An oxygen atom has one 2s orbital and three 2p orbitals to share among four localised functions. If the four are to be alike, each must be one quarter s and three quarters p. Together with the size of the ion and two energies, that count tells roughly where each function sits in ZnO and how deep it lies in energy. It doesn't tell how wide the function is.

Maximally localised Wannier functions of ZnO (space group P6_3mc, r2SCAN geometry), computed with Ansatz 0.2.0 from HSE06 plane-wave PAW bands with a 420 eV cutoff and a 6×6×4 k mesh. The trial orbitals are O 2s and O 2p, with no energy window. Centres are cartesian, and on-site energies are counted from the valence top.

```tsv
row	function spread (angstrom^2)	function on site (eV)	function x (Å)	function y (Å)	function z (Å)
1	1.396	-6.453	1.936	1.118	2.106
2	1.396	-6.453	0.318	1.684	4.712
3	1.443	-6.371	1.618	0.934	1.599
4	1.396	-6.453	1.300	1.118	2.106
5	1.396	-6.453	1.618	0.567	2.106
6	1.443	-6.371	0.000	1.868	4.204
7	1.396	-6.453	-0.318	1.684	4.712
8	1.396	-6.453	0.000	2.235	4.712
```

A Wannier function is a localised building block made from the electron waves that run through the whole crystal. The table gives its centre $(x, y, z)$, its spread, which is the mean squared distance of the electron from that centre, and its on-site energy, the mean energy of an electron in it, counted here from the highest filled level. The eight rows hold only two kinds of function. Six point from an oxygen to zinc atoms beside it, and two, rows 3 and 6, point along the crystal axis.

The calculation looks for functions with the smallest total spread, and this is why s and p mix. A pure s or p orbital is centred on its nucleus. A mixture is lopsided, because the s and p parts add on one side and cancel on the other, so its centre moves off the nucleus. Mixing orbitals of one atom leaves the sum of their mean squared distances from the nucleus unchanged, and the total spread is that sum less the squared displacements of the centres. The computed displacements therefore save about 10% of the total spread that unmixed orbitals would have.

The best mixture follows in one step. For a function with a share $w$ of s, the squared displacement is proportional to $w(1-w)$. The four shares on one oxygen must add up to one, and the sum of $w(1-w)$ is then largest when all are equal, $w = 1/4$. These are the sp³ hybrids of chemistry. In a free spherical ion the four could be turned together in any way; in the crystal the four zinc neighbours fix their directions, and every computed centre indeed lies close to the line from its oxygen to one zinc.

How far does the centre move? If s and p have the same simple radial shape, that of a Slater orbital, the displacement $d$ of an sp³ hybrid is half the mean radius $\langle r\rangle$ of the orbital. Slater's rules give an electron of the closed-shell oxide ion an effective nuclear charge $Z = 8 - 7\times 0.35 - 2\times 0.85 = 3.85$. With the Bohr radius $a_0 = 0.529$ Å,

$$d = \frac{\langle r\rangle}{2} = \frac{5a_0}{2Z} = 0.34\ \text{Å}.$$

Row 1 shows the rule at work. Its oxygen lies at (1.62, 0.93, 1.98) Å, and the zinc it points to is reached by the step (1.62, 0.93, 0.62) Å, which is 1.97 Å long. Going 0.34 Å along this step leads to (1.90, 1.09, 2.09) Å, against a computed centre at (1.94, 1.12, 2.11) Å. The estimate has the right direction and stops slightly short.

Row 3 belongs to the same oxygen but points straight down the axis. Only the height changes, from 1.98 Å to an estimated 1.64 Å; the calculation gives 1.60 Å. Over the whole table the estimated centres miss by at most 0.05 Å, whereas a guess at the middle of the bond would miss by about 0.6 Å. Neither worked row was used to set the radius.

The same quarter gives the energy. Start at the middle of the oxygen 2p band, half a band width $W$ below the highest filled level, and go down by a quarter of the separation $\Delta$ between 2s and 2p. With rough recalled values of 5 eV for $W$ and 16 eV for $\Delta$,

$$E = -\frac{W}{2} - \frac{\Delta}{4} = -2.5 - 4.0 = -6.5\ \text{eV}.$$

The computed energies are -6.45 eV for row 1 and -6.37 eV for row 3. This agreement is closer than the inputs deserve: if both were off by 1 eV in the same direction, the estimate would move by 0.75 eV. The rule should be trusted to within about an electronvolt.

The rule gives both kinds of function the same energy, while the calculation places the axial one 0.08 eV higher. It would be natural to blame the crystal for lifting the axial p orbital. The couplings between functions on the same oxygen, taken from the same calculation, speak against that: when the four functions are recombined into one s-like and three p-like levels, the p-like levels agree to within 0.01 eV. They lie 2.3 eV below the highest filled level and about 16 eV above the s-like one, in line with the recalled inputs, though such a level is an average over mixed states and not strictly the middle of a band. What differs between the two kinds of function is the share of the s-like level, 24.6% in the axial function and 25.1% in the others. Half a percent of those 16 eV is the missing 0.08 eV. The crystal may still be behind it, since the surroundings can mix a little axial p into the s-like level, and the couplings can't tell this from hybrids that are unequal in themselves.

The width is where this simple picture breaks down. The Slater orbital that places the centres so well gives a spread of 0.45 Å², and the computed spreads are about three times as large. A larger Slater orbital doesn't cure this, because with one radial shape for s and p the spread and the squared displacement grow together. Their ratio is 3.8 for a Slater orbital of any size, but 9.4 on average in the table.

One possible reason is that the functions have tails on the surrounding atoms. Tails on opposite sides pull the centre in opposite directions and can largely cancel, but in the spread each one counts with the square of its distance. Charge far out can thus widen a function and hardly move it, but much would be needed: to supply the missing spread of about 1 Å² alone, about a quarter of the charge would have to sit on zinc atoms 1.97 Å away, or about a tenth on the next oxygens. A second reason lies in the ion itself. In a real oxide ion the 2p shell is far more diffuse than the 2s. This is expected to raise the spread a good deal and the displacement very little, because the displacement comes only from where s and p overlap. It probably accounts for a large part of the gap, though the numbers here can't separate the two effects. Either way the width is set mostly by the states chosen and not by how they are mixed: 10.716 of the total 11.26 Å² is a part that no mixing can change. The small difference in spread between the two kinds of function is left unexplained, since only one mesh of crystal momenta was used and spreads depend on it.

The energies have a limit of their own. Only oxygen orbitals served as trial orbitals, the starting guesses for the functions, although the zinc 3d electrons are also among those treated and mix with oxygen 2p. The run also holds six empty bands, and no window shuts them out. The resulting states are therefore mixtures of bands, not the bands of the crystal. Even without this mixing, the on-site energy of -6.45 eV would be an average over s and p, and not a level to look for in a photoemission spectrum.

For another compound whose anion has a filled s and p shell and four neighbours at the corners of a tetrahedron, the reasoning says what to look up: the size of the anion for the displacement, and its s-p separation and p band width for the energy. The bond gives the direction, while in this ionic picture its length doesn't enter the displacement. For functions built from the filled bands alone, the rule should therefore fail as bonds become covalent: between two like atoms, as in diamond, symmetry puts the centre of a bond function at the middle of the bond. Functions projected from the orbitals of one atom with empty bands allowed in are another matter. They are expected to stay near that atom even when the bond is covalent, so the good match for the centres here may come partly from how the functions were built, and is no proof that the bond is ionic. How well this carries over is open, because the table tests it on one crystal and two independent functions. The output below lists the estimates for all eight rows.

The analysis program printed:

```
Estimated centres (angstrom):
  row  bond x  bond y  bond z  bond length  estimated x  estimated y  estimated z  distance from computed centre
    1    1.62    0.93    0.62        1.968        1.903        1.092        2.088                        0.04552
    2    1.62   -0.93    0.63        1.971       0.2824        1.708         4.69                        0.04829
    3       0       0   -1.98         1.98         1.62         0.93        1.636                        0.03765
    4   -1.62    0.93    0.62        1.968        1.337        1.092        2.088                        0.04851
    5       0   -1.87    0.62         1.97         1.62       0.6038        2.088                        0.04099
    6       0       0   -1.98         1.98            0         1.87        4.236                        0.03244
    7   -1.62   -0.93    0.63        1.971      -0.2824        1.708         4.69                        0.04829
    8       0    1.87    0.63        1.973            0        2.196         4.69                        0.04524
Effective nuclear charge of the oxide ion by Slater's rules: 3.85
Mean radius of the Slater function (angstrom): 0.6872
Estimated distance of the centre from O (angstrom): 0.3436
Computed distance from O, basal functions (angstrom): 0.3893
Computed distance from O, axial functions (angstrom): 0.3785
Largest miss of an estimated centre (angstrom): 0.04851
Mean miss if the centre were put at mid-bond (angstrom): 0.5998
Estimated on-site energy from the valence top (eV): -6.5
Estimate less computed on-site energy, basal (eV): -0.047
Estimate less computed on-site energy, axial (eV): -0.129
Error of the estimate if band width and s-p separation are both off by 1 eV (eV): 0.75
Separation of s-like and axial p-like level from the same-O hoppings (eV): 16.44
Basal p-like level from the same-O hoppings (eV): -2.32
Axial p-like level from the same-O hoppings (eV): -2.323
Share of s in the axial function (percent): 24.62
Share of s in a basal function (percent): 25.13
Spread estimated from the Slater function alone (angstrom^2): 0.4487
Computed mean spread over this estimate: 3.137
Spread over squared distance from O, Slater function of any exponent: 3.8
Spread over squared distance from O, computed mean: 9.428
Total spread saved by mixing s and p on each O (percent of the unmixed total): 9.599
```
